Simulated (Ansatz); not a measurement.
Sc: energy less free atoms and pressure against volume per atom

All results are calculated (Ansatz 0.2.0). Periodic Kohn-Sham DFT of a crystal at fixed atoms; pressure and stress are positive in compression; the energy is the free energy less that of spherical unpolarised free atoms; site moments are those in the method's own spheres, positive along +z.

Cell of the first row (space group P6_3/mmc, No. 194):
```
Sc
1.0
      3.2413     0.0000     0.0000
     -1.6206     2.8070     0.0000
      0.0000     0.0000     5.1605
Sc
2
Direct
  0.33333 0.66667 0.25000
  0.66667 0.33333 0.75000
```

Settings of every row: method all-electron LAPW; functional LDA; relativity scalar; k mesh 13x13x7; filling fermi-dirac; smearing width 0.03 eV; basis error target 0.5 meV/atom; nucleus gaussian.

Atom start moment: 0 on all atoms.

```csv
row,volume per atom (Å³),energy less free atoms (eV/atom),pressure (GPa)
1,23.475,-5.1044,-2.285
2,23.975,-5.0955,-3.382
3,24.474,?,?
4,24.724,-5.0762,-4.844
5,24.974,-5.0683,-5.287
6,25.224,-5.0597,-5.709
7,25.473,-5.0505,-6.111
8,25.973,-5.0303,-6.858
9,26.472,-5.0078,-7.535
```

Question: what energy less free atoms and pressure should row 3 give?

Worked fit of energy less free atoms. Take u = (V_r/V)^(2/3) − 1 with V_r = 25.099 Å³ an atom, which is twice the finite (Eulerian) strain; such expansions in the strain, on which the Birch-Murnaghan equation of state is built, carry the rest volume and the bulk modulus. The shown rows have u = 0.0456, 0.03102, 0.01009, 0.00333, -0.00331, -0.00981, -0.02256, -0.03488. Least squares give energy less free atoms = −5.06408 − 1.2918 × u + 9.099 × u² − 3.5 × u³ eV/atom; a parabola predicts inner rows, each left out in turn, worse (root mean square 5.9e-05 against 3e-05 eV/atom). All shown rows lie on it to the printed digit. The withheld row has u = 0.01695, so the fit gives −5.06408 − 1.2918 × (0.01695) + 9.099 × (0.01695)² − 3.5 × (0.01695)³ = -5.0834 eV/atom.

The calculation gave -5.0834 eV/atom. The fit meets it to the printed digit.

Worked fit of pressure. Take u = (V_r/V)^(2/3) − 1 with V_r = 25.099 Å³ an atom, which is twice the finite (Eulerian) strain; such expansions in the strain, on which the Birch-Murnaghan equation of state is built, carry the rest volume and the bulk modulus. The shown rows have u = 0.0456, 0.03102, 0.01009, 0.00333, -0.00331, -0.00981, -0.02256, -0.03488. Least squares give pressure = −5.5008 + 63.604 × u + 151.66 × u² GPa; a straight line predicts inner rows, each left out in turn, worse (root mean square 0.08 against 0.00069 GPa). The rows lie off it by 0.000, 0.000, 0.000, 0.000, 0.001, -0.001, 0.001, 0.000. The withheld row has u = 0.01695, so the fit gives −5.5008 + 63.604 × (0.01695) + 151.66 × (0.01695)² = -4.379 GPa.

The calculation gave -4.38 GPa. The fit lies 0.001 GPa (0.019 % of the column's range) above it, one unit of the last digit.
